## SnTe under compression: seven questions on one energy curve

In the rocksalt structure every Sn atom has six Te neighbours at the same distance, and every Te atom has six Sn neighbours. Symmetry fixes all positions, so a change of volume does only one thing: it shortens or lengthens all contacts together. The table follows the energy $E$ per atom as the volume $V$ per atom changes, in a density-functional calculation with the PBE functional.

Rocksalt SnTe at scaled volumes, computed with FLEUR MaX-R8.1 (patched build s14): all-electron FLAPW, PBE functional, no spin polarisation or spin–orbit coupling, kmax 3.8 bohr⁻¹, 7×7×7 k mesh, Fermi–Dirac smearing of 0.05 eV. Energies are counted from the minimum of the fitted equation of state.

| volume (Å³/atom) | energy (meV/atom) |
| --- | --- |
| 29.40 | 56.47 |
| 30.03 | 36.63 |
| 30.66 | 21.43 |
| 31.28 | 10.66 |
| 31.91 | 3.86 |
| 32.53 | 0.43 |
| 33.16 | 0.31 |

### 1. The energy falls all the way down the table. Does the crystal want to expand further?

No. The zero of energy is the minimum of a smooth equation-of-state curve fitted to all seven rows, and this minimum lies at 32.87 Å³ per atom, between the last two rows. Six cells are therefore compressed and only the last is slightly stretched. The fitted minimum is the lowest point among rocksalt cells only: at low temperature SnTe is known to shift its Sn and Te sublattices slightly against each other, a motion that this series doesn't allow.

### 2. The volumes are equally spaced. Why does each further step of compression cost more?

At the minimum, attraction and repulsion between the atoms balance, and a small change of volume costs almost nothing. Away from it the balance is lost, and the crystal pushes back. The work of a step is this back-pressure times the change of volume, so the pressure is the downhill slope of the curve, $P=-\mathrm{d}E/\mathrm{d}V$.

The step from 32.53 to 31.91 Å³ costs 3.43 meV per atom, the one from 30.03 to 29.40 Å³ costs 19.84 meV. In terms of pressure this is a rise from about 0.9 to 5.1 GPa. The energies look tiny, but they are spread over tiny volumes, and pressure is energy per volume.

### 3. Would ideal springs between neighbours give the same curve?

A spring pushes back in proportion to its shortening, so its energy grows as the square of that shortening. The bulk modulus $B$ sets how stiff the springs must be. Near the minimum volume $V_0$ the energy is

$$E \approx \tfrac12 B V_0\left(\frac{\Delta V}{V_0}\right)^2 .$$

Volume goes as the cube of the contact length $d$, so for small changes $\Delta V/V_0 \approx 3\,\Delta d/d_0$, where $d_0$ is the contact length at the minimum. This gives

$$E \approx \tfrac92 B V_0\left(\frac{\Delta d}{d_0}\right)^2 .$$

Take the smallest cell. Its contacts have shrunk from 3.203 to 3.087 Å, or by 3.65 %. The fitted modulus is 40.7 GPa, and with 1 eV/Å³ = 160.2 GPa the product $BV_0$ is 40.7 × 32.87 / 160.2 = 8.35 eV. The spring energy is then 4.5 × 8.35 eV × 0.0365² ≈ 0.050 eV, or 50 meV per atom.

The calculation gives 56.47 meV, about 13 % more than the spring. Since this row helped to fix $B$ and $V_0$, the comparison doesn't test the modulus; it shows how far the crystal departs from a spring of that stiffness. The size of the excess depends on what is taken to be the spring: at this compression the first formula, quadratic in volume, gives only about 46 meV, so the two forms are no longer interchangeable. Close to the minimum the two agree, and the excess grows with every step of compression beyond that, as the analysis printed after this text shows.

### 4. Why is the crystal harder to squeeze than its springs?

When neighbouring atoms approach, their electron clouds overlap more. The Pauli principle doesn't let electrons of the same spin share a state, so the overlap forces them into states of higher kinetic energy. This repulsion rises steeply, roughly exponentially, as the distance shrinks, while the attraction that holds the crystal together changes more gently. Each further shortening thus meets a stiffer contact than the one before. That is the standard explanation; the table holds only the sum of attraction and repulsion.

The stiffening itself can be read from the numbers. The curvature through three neighbouring rows gives a local bulk modulus, which rises from about 44 GPa near the minimum to about 57 GPa near the compressed end. Not all of this is stiffer contacts: the same curvature taken through the spring energies rises from about 41 to about 45 GPa, simply because volume is not linear in contact length. That accounts for roughly a quarter of the rise. The rest is still well above the scatter of 1 to 2 GPa expected from the misfit of the smooth curve. It is uneven from row to row, however. Differences of differences magnify small numerical errors, so this unevenness shouldn't be given a physical cause.

### 5. Which digits can be trusted?

The two lowest rows differ by 0.12 meV, only a few times the typical misfit of 0.035 meV. Which of them is lower matters little. Were they equal, the minimum would sit close to their midpoint, a shift of no more than about 0.03 Å³. The equilibrium volume is safer than the order of its two neighbours, because it is held in place by the whole curve.

The misfit measures smoothness, not convergence. A coarse mesh or a small basis can bend the curve smoothly and leave no trace in it. An error common to all volumes does no harm: the largest energy in the table is only 0.3 millionths of the total energy, which is dominated by core electrons that hardly notice the compression. As results of this fit, 32.9 Å³ and 41 GPa are sensible roundings, with the last digit of the modulus already unsure. Whether they survive a finer mesh or a larger basis is not tested, since only one of each was run. The modulus rests mainly on compressed cells, so a few more expanded ones would secure it better than further decimals.

### 6. What happens if one simply keeps the starting cell?

The series was scaled from a cell of 31.28 Å³ per atom, with a cubic lattice constant of 6.30 Å. This is near the measured size, roughly 6.3 Å as a recalled figure. The calculation prefers 6.41 Å, so at the starting cell its crystal is under a pressure of about 2.2 GPa. Anyone who computes elastic or vibrational properties there studies a squeezed crystal, as far as PBE is concerned.

PBE commonly makes such lattices too large, which is the likely main reason. Spin–orbit coupling is left out, and its share is untested here. Atomic motion, also absent, normally expands a lattice and would widen the difference.

### 7. What would change with selenium in place of tellurium?

Compare the two in the same rocksalt structure, although SnSe ordinarily prefers a layered one. Selenium is the smaller atom, so the contacts would be shorter and the minimum would move to a smaller volume. A modulus, like a pressure, is an energy per volume. If bonds of similar strength are packed into less space, the crystal should be stiffer, and the same percentage of compression should need more pressure. This is the usual trend among related rocksalt compounds, argued here from bond length and not computed.

Printed output of the fit:

```
Contact length and ideal spring:
    row  contact in A  computed meV/atom  spring meV/atom  excess meV/atom
   29.4         3.087              56.47            50.04            6.429
  30.03         3.108              36.63            33.16            3.468
  30.66          3.13              21.43            19.91            1.525
  31.28         3.151              10.66            10.12           0.5352
  31.91         3.172               3.86            3.684           0.1764
  32.53         3.192               0.43            0.453         -0.02297
  33.16         3.213               0.31           0.3106       -0.0006465
Differences between neighbouring rows:
    row  middle of step A3/atom  cost of step meV/atom  pressure GPa  centre of three rows A3/atom  local modulus GPa
  30.03                   29.72                  19.84         5.081                          29.4                n/a
  30.66                   30.34                   15.2         3.893                         30.03              57.04
  31.28                   30.97                  10.77         2.758                         30.66              55.59
  31.91                   31.59                    6.8         1.741                         31.28              50.83
  32.53                   32.22                   3.43        0.8784                         31.91              44.02
  33.16                   32.85                   0.12       0.03073                         32.53              44.08
Rows on the compressed side of the fitted minimum: 6
Expansion of the largest cell beyond the minimum in % of volume: 0.8651
Compression of the smallest cell in % of volume: 10.55
Shortening of its contacts in %: 3.649
Contact length at the fitted minimum in A: 3.203
Computed energy over spring energy at the smallest cell: 1.128
Pressure at the given cell from its two neighbours in GPa: 2.25
Difference of the two lowest rows in meV/atom: 0.12
Same difference in units of the fit rms: 3.473
Fitted minimum less midpoint of the two lowest rows in A3/atom: 0.02842
Scatter of the local modulus expected from the fit rms in GPa: 1.139
Rise of the local modulus from lowest to highest in GPa: 13.02
Cubic lattice constant of the given cell in A: 6.302
Cubic lattice constant at the fitted minimum in A: 6.407
Lattice constant excess over the given cell in %: 1.669
Largest energy in the table as parts per million of the total energy: 0.3199
```
